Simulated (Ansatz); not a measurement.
**A substitution series on Ti: NH2 to F**

On one Ti centre, n of the NH2 ligands are replaced by F. The mean Ti–F bond length y in Å at PBE0-D4/def2-TZVP. The shapes are optimised at that level. Flexible molecules stand in one conformer. Programs: Ansatz 0.2.0.

| molecule | n | y (Å) |
| --- | --- | --- |
| Ti(NH2)3F | 1 | 1.782 |
| Ti(NH2)2F2 | 2 | ? |
| Ti(NH2)F3 | 3 | 1.755 |
| TiF4 | 4 | 1.739 |

Q: Fit y = c + s·n to the known rows and predict Ti(NH2)2F2.

A: 
1. Means of the 3 rows: n = 2.66667, y = 1.7587.
2. Σ(Δn)² = 4.6667, Σ(Δn·Δy) = -0.066333, so the slope is -0.066333/4.6667 = -0.014214.
3. Intercept: 1.7587 − (-0.014214) × 2.66667 = 1.7966. The largest residual of the fit is 0.0010.
4. Ti(NH2)2F2: 1.7966 + (-0.014214) × 2 = 1.768 Å.

The run gave 1.769 Å, so the prediction is off by -0.001 Å, within the largest residual. The steps per swap are -0.013, -0.014, -0.016 Å.

Each replacement of amide by fluoride shortens the remaining Ti–F bonds, from 1.782 Å in Ti(NH2)3F to 1.739 Å in TiF4. The likely reason is competition for the empty d orbitals of Ti(IV). Amide is the stronger π donor and the less electronegative ligand, so each one lost leaves the metal more electron-poor. The remaining fluorides are then held by a stronger electrostatic attraction and can donate more of their own π density. Bond lengths alone don't separate these two contributions.

The near-constant steps suggest that the ligand effects are close to additive. The slight growth towards TiF4 would fit a metal centre that responds more strongly as its good donors run out, but the differences between steps are too close to the rounding to establish this. The successful prediction is an interpolation, so it supports a smooth trend within this series rather than a transferable increment for other ligands. Nor do the values carry over directly to condensed phases, where fluoride bridges between Ti centres would lengthen the bonds involved.
